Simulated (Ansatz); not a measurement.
HgPt: the change of pressure and energy less free atoms with volume per atom

All results are calculated (Ansatz 0.2.0). Periodic Kohn-Sham DFT of a crystal at fixed atoms; pressure and stress are positive in compression; the energy is the free energy less that of spherical unpolarised free atoms; site moments are those in the method's own spheres, positive along +z.

Cell of the first row (space group P4/mmm, No. 123):
```
HgPt
1.0
      2.9104     0.0000     0.0000
      0.0000     2.9104     0.0000
      0.0000     0.0000     3.7469
Hg Pt
1 1
Direct
  0.00000 0.00000 0.00000
  0.50000 0.50000 0.50000
```

Settings of every row: method all-electron LAPW; functional LDA; relativity scalar; k mesh 12x12x10; filling fermi-dirac; smearing width 0.03 eV; basis error target 0.5 meV/atom; nucleus gaussian.

Atom start moment: 0 on all atoms.

Limits: no spin-orbit coupling on heavy atoms.

| row | volume per atom (Å³) | pressure (GPa) | energy less free atoms (eV/atom) |
| --- | --- | --- | --- |
| 1 | 15.868 | 12.105 | -4.2796 |
| 2 | 16.206 | 6.9 | -4.2996 |
| 3 | 16.544 | 2.339 | -4.3092 |
| 4 | 16.713 | 0.276 | -4.3105 |
| 5 | 16.881 | ? | ? |
| 6 | 17.05 | -3.459 | -4.3071 |
| 7 | 17.219 | -5.146 | -4.3026 |
| 8 | 17.557 | -8.191 | -4.2884 |
| 9 | 17.894 | -10.833 | -4.2683 |

Question: what pressure and energy less free atoms should row 5 give?

Worked fit of pressure. Take u = (V_r/V)^(2/3) − 1 with V_r = 16.882 Å³ an atom, which is twice the finite (Eulerian) strain; such expansions in the strain, on which the Birch-Murnaghan equation of state is built, carry the rest volume and the bulk modulus. The shown rows have u = 0.04216, 0.02762, 0.01357, 0.00673, -0.00658, -0.01309, -0.0258, -0.03807. Least squares give pressure = −1.6598 + 279.957 × u + 1061.91 × u² + 979 × u³ GPa; a parabola predicts inner rows, each left out in turn, worse (root mean square 0.016 against 0.0039 GPa). The rows lie off it by 0.001, -0.003, 0.002, 0.003, -0.003, -0.001, 0.002, 0.000. The pressure vanishes at u = 0.0058, or V = 16.74 Å³ an atom, and there the bulk modulus at fixed shape and fractions is B = −V dP/dV = (2/3)(1 + u) dP/du = 196 GPa. Letting shape and atoms relax would as a rule lower it, by much in layered, chain or molecular crystals. The withheld row has u = 4e-05, so the fit gives −1.6598 + 279.957 × (4e-05) + 1061.91 × (4e-05)² + 979 × (4e-05)³ = -1.649 GPa.

The calculation gave -1.654 GPa. The fit lies 0.005 GPa (0.022 % of the column's range) above it; its largest miss of a shown row is 0.003 GPa.

Worked fit of energy less free atoms. Take u = (V_r/V)^(2/3) − 1 with V_r = 16.882 Å³ an atom, which is twice the finite (Eulerian) strain; such expansions in the strain, on which the Birch-Murnaghan equation of state is built, carry the rest volume and the bulk modulus. The shown rows have u = 0.04216, 0.02762, 0.01357, 0.00673, -0.00658, -0.01309, -0.0258, -0.03807. Least squares give energy less free atoms = −4.3098 − 0.263 × u + 22.436 × u² + 18.7 × u³ eV/atom; a parabola predicts inner rows, each left out in turn, worse (root mean square 0.00031 against 5e-05 eV/atom). All shown rows lie on it to the printed digit. Its lowest point lies at u = 0.0058, or V = 16.74 Å³ an atom, and the curvature there gives the bulk modulus at fixed shape and fractions, B = (4/9)(1 + u)² E″(u)/V = 196 GPa. Letting shape and atoms relax would as a rule lower it, by much in layered, chain or molecular crystals. The withheld row has u = 4e-05, so the fit gives −4.3098 − 0.263 × (4e-05) + 22.436 × (4e-05)² + 18.7 × (4e-05)³ = -4.3098 eV/atom.

The calculation gave -4.3098 eV/atom. The fit meets it to the printed digit.
